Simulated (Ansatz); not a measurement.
## A series in volume scale on PIr2

All results are calculated (Ansatz 0.2.0). Periodic Kohn-Sham DFT of a crystal at fixed atoms, scaled to volume_scale times the given cell; pressure positive in compression, energy less spherical unpolarised free atoms, largest_vzz the field gradient of largest size among the nuclei.

The cell before it is scaled or strained (space group Fm-3m, No. 225):
```
cell vectors (Å)
   0.0000     2.7675     2.7675
   2.7675     0.0000     2.7675
   2.7675     2.7675     0.0000
atoms (fractions of the cell vectors)
P   0.00000  0.00000  0.00000
Ir  0.25000  0.25000  0.25000
Ir  0.75000  0.75000  0.75000
```

Settings of every row: method all-electron PAW; functional LDA; relativity scalar; k mesh 11x11x11; filling fermi-dirac; smearing width 0.05 eV; nucleus gaussian.

Atom start moment: 0 on all atoms.

Limits: no spin-orbit coupling on heavy atoms.

| row | volume scale | V (Å³/atom) | pressure (GPa) |
| --- | --- | --- | --- |
| 1 | 0.94 | 13.283 | 16.371 |
| 2 | 0.98 | 13.848 | 1.438 |
| 3 | 1 | 14.131 | -4.794 |
| 4 | 1.01 | 14.272 | ? |
| 5 | 1.04 | 14.696 | -15.216 |

Question: what pressure should row 4 give?

Worked fit of pressure. Take u = (V_r/V)^(2/3) − 1 with V_r = 13.989 Å³ an atom, which is twice the finite (Eulerian) strain; such expansions in the strain, on which the Birch-Murnaghan equation of state is built, carry the rest volume and the bulk modulus. The shown rows have u = 0.03513, 0.00678, -0.00671, -0.03234. Least squares give pressure = −1.762 + 463.938 × u + 1484.71 × u² GPa; a straight line predicts inner rows, each left out in turn, worse (root mean square 1.1 against 0.029 GPa). The rows lie off it by 0.003, -0.014, 0.014, -0.003 (root mean square 0.01 GPa). The pressure vanishes at u = 0.0038, or V = 13.91 Å³ an atom, and there the bulk modulus at fixed shape and fractions is B = −V dP/dV = (2/3)(1 + u) dP/du = 318 GPa. The withheld row has u = -0.01326, so the fit gives −1.762 + 463.938 × (-0.01326) + 1484.71 × (-0.01326)² = -7.653 GPa.

The calculation gave -7.641 GPa. The fit lies 0.012 GPa (0.038 % of the column's range) below it; its largest miss of a shown row is 0.014 GPa.
